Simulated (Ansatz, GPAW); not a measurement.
# NbTe: programs and potentials compared

```
Te Nb
1.0
     3.70297    0.00000    0.00000
    -1.85149    3.20687    0.00000
     0.00000    0.00000    3.69421
Te Nb
1 1
Cartesian
  1.8515 1.0690 0.0000
  0.0000 0.0000 1.8471
```

The cell comes from a database or a generator and needn't be the stable form of this composition.

Alike in all runs: task band structure; functional PBEsol; k mesh 8 × 8 × 7; occupations fermi-dirac, width 0.05 eV; no spin polarisation; no spin-orbit coupling. Pressure is positive in compression and, in plane waves, holds the error of the finite cutoff, which Ansatz's Pulay term estimates and takes out.

```csv
program and potentials,plane-wave cutoff (eV),notes,band gap (eV),pressure (GPa)
"Ansatz, all-electron LAPW, scalar-relativistic",-,-,no gap,-5.25
"GPAW, PAW data sets generated for this functional",600,9.5 valence electrons an atom on average,no gap,-6.12
"Ansatz, PAW datasets made for the crystal",240,14.5 valence electrons an atom on average,no gap,-5.25
```

None finds a gap. The pressure spans -6.12 (GPAW, PAW data sets generated for this functional) to -5.25 GPa (Ansatz, all-electron LAPW, scalar-relativistic), with all-electron results at -5.25.

The functional is the same throughout but for its coding, so the spread measures potentials, basis and numerics; runs on potential files found faulty are left out.

All three runs give a metal, as the electron count requires: one niobium and one tellurium atom bring an odd number of valence electrons to the cell, and without spin polarisation these can't fill a whole number of bands. The missing gap is therefore no sensitive test of the potentials. The states at the Fermi level are probably mainly niobium d, mixed with tellurium p, whose bands lie largely lower.

The pressure tells more. It is negative throughout, so the cell is stretched relative to PBEsol equilibrium and would contract on relaxation. This would fit a cell relaxed with PBE, which usually gives larger volumes. The crystal-specific PAW datasets reproduce the all-electron value of -5.25 GPa, while GPAw's -6.12 GPa implies a somewhat stronger pull inward, perhaps from its smaller valence space or residual basis error. The sign of the volume change is thus secure against the choice of potential, but a single pressure doesn't show how the contraction would divide between the hexagonal plane and the axis.
